**Q:** I have carbon and fluorine on copper (111), with three start sites each. How large are the effects, and may I rank the sites straight from the table?

One C or F atom per 1×1 cell (5.498 Å²) on a four-plane Cu(111) slab, relaxed with the start's symmetry kept and the lower two planes held. Ansatz 0.2.0, scalar-relativistic PBEsol, plane-wave PAW, 420 eV cutoff, 12×12×1 k mesh, 0.1 eV Gaussian smearing, slabs without spin. Energies are relative to clean slab and free spin-polarised atom, changes to clean slab; dipoles point outward if positive.

```tsv
adsorbate	start site	start site atoms	adsorption energy (eV)	work function change (eV)	dipole change (e Å)	shortest contact length (Å)
C	bridge	Cu-Cu	-4.248	2.096	-0.0600	2.016
C	hollow	Cu-Cu-Cu	-4.248	2.096	-0.0600	2.017
C	top	Cu	-3.813	1.664	-0.0460	1.866
F	bridge	Cu-Cu	-3.346	3.952	-0.1160	1.974
F	hollow	Cu-Cu-Cu	-3.346	3.953	-0.1160	1.975
F	top	Cu	-2.603	5.150	-0.1530	1.763
```

**A:** Moving the adsorbate from hollow to top costs 0.435 eV for carbon and 0.743 eV for fluorine, and the layer raises the work function by 1.7 to 5.2 eV. A ranking of three sites, however, is not there to be read. The start site is where the atom was put, not where it ended. Carbon has an adsorption energy of −4.248 eV in both the bridge and the hollow row, and fluorine has −3.346 eV in both. The other results agree to within one unit of the last digit, so the table holds two structures for each adsorbate, not three.

**Q:** Could bridge and hollow simply bind equally well?

**A:** The contact length speaks against it. At the height that carbon has in the hollow, an atom midway between two coppers would be 1.88 Å from them, but the bridge row gives 2.016 Å, the hollow value. A true bridge atom could sit at another height, yet it would hardly reproduce the hollow's energy and work function as well.

The reason lies in the symmetry that the relaxation keeps. A bridge has a hollow on either side, and the two differ because the copper planes below are stacked differently. The forces from the two sides therefore need not balance, and the one mirror plane that remains contains the way to both hollows. The atom was free to slide downhill, and it did. To get an energy for the bridge itself, you can hold the adsorbate's sideways position and let only its height relax.

**Q:** The top atoms stayed where they were. Is top then a second stable site?

**A:** That can't be concluded. On top of a copper atom the threefold symmetry cancels every sideways force, so the atom stays even if the slightest push would send it away. The top rows lie above the hollow by 0.435 eV for carbon and 0.743 eV for fluorine, which makes the hollow the better site of the two. Only one of the two kinds of hollow appears in the table, which doesn't say which one, so the other could lie lower still. A small sideways displacement, followed by a relaxation without symmetry, would show whether top is a minimum.

Nor are these differences hopping barriers. The short way from one hollow to the next leads over the bridge, whose energy is missing, and in a cell with one atom even that energy would describe the whole layer sliding together, not a single atom hopping. Spin was also switched off in every slab, so a magnetic state that lies lower at one site could change the differences.

**Q:** I care most about the work function. How can I check its change?

**A:** Compare it with the dipole. Carbon and fluorine both attract electrons more strongly than copper does, so negative charge moves outward and an electron needs more energy to leave. A sheet with one dipole $\mu$ per surface cell of area $A$ shifts the potential outside by

$$\Delta\Phi = -\frac{4\pi e^2\mu}{A},\qquad e^2 = 14.4\ \text{eV Å},$$

where $\mu$ is the dipole change in e Å, negative when electrons move outward. For fluorine in the hollow this gives $4\pi \times 14.4 \times 0.116/5.498 = 3.82$ eV. On this cell, each 0.01 e Å is worth about a third of an electronvolt.

The table has 3.953 eV for that row, so the formula falls short by about 0.14 eV. It has no adjustable constant that could hide the gap. All six rows miss between 0.11 and 0.15 eV in the same direction, far more than the 0.016 eV that rounding of the dipole can explain.

**Q:** If the electrostatics is exact, where does the missing part come from?

**A:** From the back of the slab. Both faces share one Fermi level, so the dipole fixes only the difference between their work functions. At a given dipole, any shift at the back therefore appears at the front as well. In the fluorine hollow run the work function of the bare back face rose by 0.146 eV, which is the missing part once the dipole is taken with more digits. For carbon in the hollow both numbers are 0.117 eV.

This agreement is bookkeeping, but it shows where the model fails. On a thick crystal the far side would not notice the adsorbate, because a metal screens charge within about an atomic distance. Here the slab has only four planes. Its lower half was held in place, so the shift doesn't come from any movement of the atoms at the back face. The likely reason is that electron states in so thin a film reach from face to face, and a change at the front alters them throughout. The remainder hardly changes from row to row while the front change varies threefold, so part of it may belong to the clean slab used as reference, which was also run in a shorter cell (23.172 Å against 25.172 Å). The k mesh and the smearing may add to it. A series of thicker slabs in matched cells would test the first cause; one alone would not, since such thin-film effects are expected to swing up and down with the number of planes. A denser mesh with less smearing would test the mesh and the smearing.

**Q:** Should I subtract that part?

**A:** I wouldn't. It is 4 to 6 percent of the change in the hollow rows and about 9 percent for carbon on top, and it warns that the slab may be too thin, without giving the error of the front value. How the front value would settle in a thicker slab is not known from these runs. The program also warned of a rough exchange-correlation potential in the thin density outside the surface, for the clean slab and for four of the six rows. In each pair of bridge and hollow runs only one carries this warning, and the two agree all the same, so no effect of it is visible there; the top rows have no such partner.

**Q:** Can I at least guess the dipole at another site, as a fixed charge times its height?

**A:** Take the charge from the hollow row and test it on the top row, where the atom sits higher. For fluorine the guess is 0.153 e Å, exactly the size in the table. For carbon it is 0.080 e Å, while the calculation gives 0.046. Carbon's dipole shrinks as the atom moves outward, so the picture fails even in direction.

The success for fluorine doesn't survive a closer look. A metal's electrons spill out beyond the last plane of nuclei, so the height may as well be counted from half a plane spacing further out. The guess for fluorine then becomes 0.277 e Å, almost twice the computed size. An agreement that hangs on the choice of zero is no evidence for a fixed charge.

The picture leaves out that the charge can change with the bonding, and that the electron cloud around an atom can shift and alter the dipole even at a fixed charge. In the hollow the adsorbate touches three copper atoms, on top only one, and at a shorter distance. For carbon, a single neighbour probably gives up less charge than three do, but no atomic charges are at hand to confirm it.

**Q:** What may I carry over to a surface in my process?

**A:** The link between dipole and work function: a layer whose net dipole points inward raises the work function. Both full layers do so here, and in the hollow fluorine about twice as strongly as carbon. Electronegativity alone doesn't fix the sign for other adsorbates or coverages, because the shift of the electron clouds can outweigh the charge transfer. The size belongs to a full layer, with neighbours only 2.52 Å apart. Dipoles packed so closely weaken one another, so the dipole per atom changes with coverage, and a sparse layer can't be had by simple scaling. The 1×1 cell also forbids the adsorbates to pair up and the copper to reconstruct, so a real full layer may take another form. The adsorption energies, too, contain the interaction between neighbours, and PBEsol tends to bind adsorbates too strongly. The output below gives the dipole test and the fixed-charge guess for every row.

Printed output of the fit:

```
Distance between neighbouring adsorbates (Å): 2.52
Rows against the hollow row of the same adsorbate:
  row  energy above hollow (eV)  work function change less hollow (eV)  contact over a true bridge at hollow height (Å)
    C                         0                                      0                                            1.881
    C                         0                                      0                                            1.881
    C                     0.435                                 -0.432                                            1.881
    F                         0                                 -0.001                                            1.836
    F                         0                                      0                                            1.836
    F                     0.743                                  1.197                                            1.836
Work function from the rounded dipole:
  row  dipole step (eV)  remainder (eV)  height above top Cu plane (Å)
    C             1.975          0.1214                          1.396
    C             1.975          0.1214                          1.397
    C             1.514          0.1501                          1.866
    F             3.818          0.1343                          1.334
    F             3.818          0.1353                          1.336
    F             5.035          0.1146                          1.763
Uncertainty of the dipole step from rounding the dipole by 0.0005 e Å (eV): 0.01646
C hollow, remainder with the finer dipole (eV): 0.117
C hollow, shift of the back-face work function (eV): 0.1171
F hollow, remainder with the finer dipole (eV): 0.1461
F hollow, shift of the back-face work function (eV): 0.146
C hollow, remainder as share of the work function change (%): 5.583
F hollow, remainder as share of the work function change (%): 3.697
Half the spacing of Cu planes, used as electronic edge (Å): 1.029
Fixed charge scaled from the hollow row:
  row  dipole with height from Cu plane (e Å)  ratio to computed  dipole with height from electronic edge (e Å)  ratio to computed with edge
    C                                -0.05994              0.999                                       -0.05976                       0.9961
    C                                   -0.06                  1                                          -0.06                            1
    C                                -0.08013              1.742                                        -0.1363                        2.964
    F                                 -0.1159             0.9989                                        -0.1154                       0.9952
    F                                  -0.116                  1                                         -0.116                            1
    F                                 -0.1531              1.001                                        -0.2773                        1.813
```
